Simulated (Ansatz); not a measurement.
# Ta2O5: do energies and stresses tell the same story?

Theory: DFT PBEsol, scalar-relativistic, plane waves, PAW in Ansatz.

Plane waves to 420 eV, a k mesh through Γ of 6×6×4 on the computed 14-atom cell and Gaussian smearing (0.02 eV); no spin polarisation.

Relaxed cell: C2/c, a = 12.817 Å, b = 4.868 Å, c = 5.526 Å, α = 90.00°, β = 103.71°, γ = 90.00°, 14 atoms in the primitive cell.

Energies at zero smearing and pressures from the stress tensor, at volumes with shape and atoms relaxed:
```csv
V (Å³/atom),E − E(first) (meV/atom),P (GPa)
10.887,0.00,13.18
11.246,-23.67,8.11
11.605,-36.87,3.85
11.964,-41.05,-0.01
12.323,-37.16,-3.47
12.682,-25.87,-6.66
13.160,-0.19,-10.52
```

Task: Check P = −dE/dV between neighbouring volumes, and get the bulk modulus from the pressures alone.

Result: With 1 eV/Å³ = 160.2 GPa:
```
middle V (Å³/atom)  −ΔE/ΔV (GPa) mean P (GPa)
            11.067        10.564        10.642
            11.426         5.895         5.979
            11.785         1.863         1.921
            12.143        -1.734        -1.741
            12.502        -5.041        -5.067
            12.921        -8.595        -8.589
```

The two differ by 0.08 GPa at most. The mean of two end pressures misses the average over a step by about ΔV² P″/12, up to 0.06 GPa here; with that taken off 0.05 GPa remains, from the finite cutoff, the mesh or the relaxation's tolerance. Around V = 11.964 Å³/atom, the two neighbours give B = −V ΔP/ΔV = 11.964 × 7.32 / 0.718 = 122.1 GPa, against B0 = 122.5 GPa from the Birch–Murnaghan fit of the energies.

Spin–orbit coupling is left out, which can shift energies with elements as heavy as these.

Energies and stresses describe the same equation of state, with the energy minimum and the vanishing pressure at the same sampled volume. The small mismatch between them changes sign along the curve, so it doesn't look like the uniform offset a constant Pulay stress would give.

The pressure changes faster with volume on compression than on expansion, and the slope weakens over every successive interval. This is the usual anharmonicity of a polar-covalent oxide: overlap repulsion between the filled oxygen shells and the tantalum cores rises steeply at short distance, while the Coulomb attraction and Ta 5d–O 2p bonding vary more gently. Because the atoms and cell shape relax, part of the volume change is probably taken up by rotation of the Ta–O polyhedra and bending of Ta–O–Ta links, which would make the lattice softer than its individual bonds.

The agreement supports the numerical consistency of the bulk modulus, but not its accuracy against experiment, since an error of the functional would enter energy and stress alike.
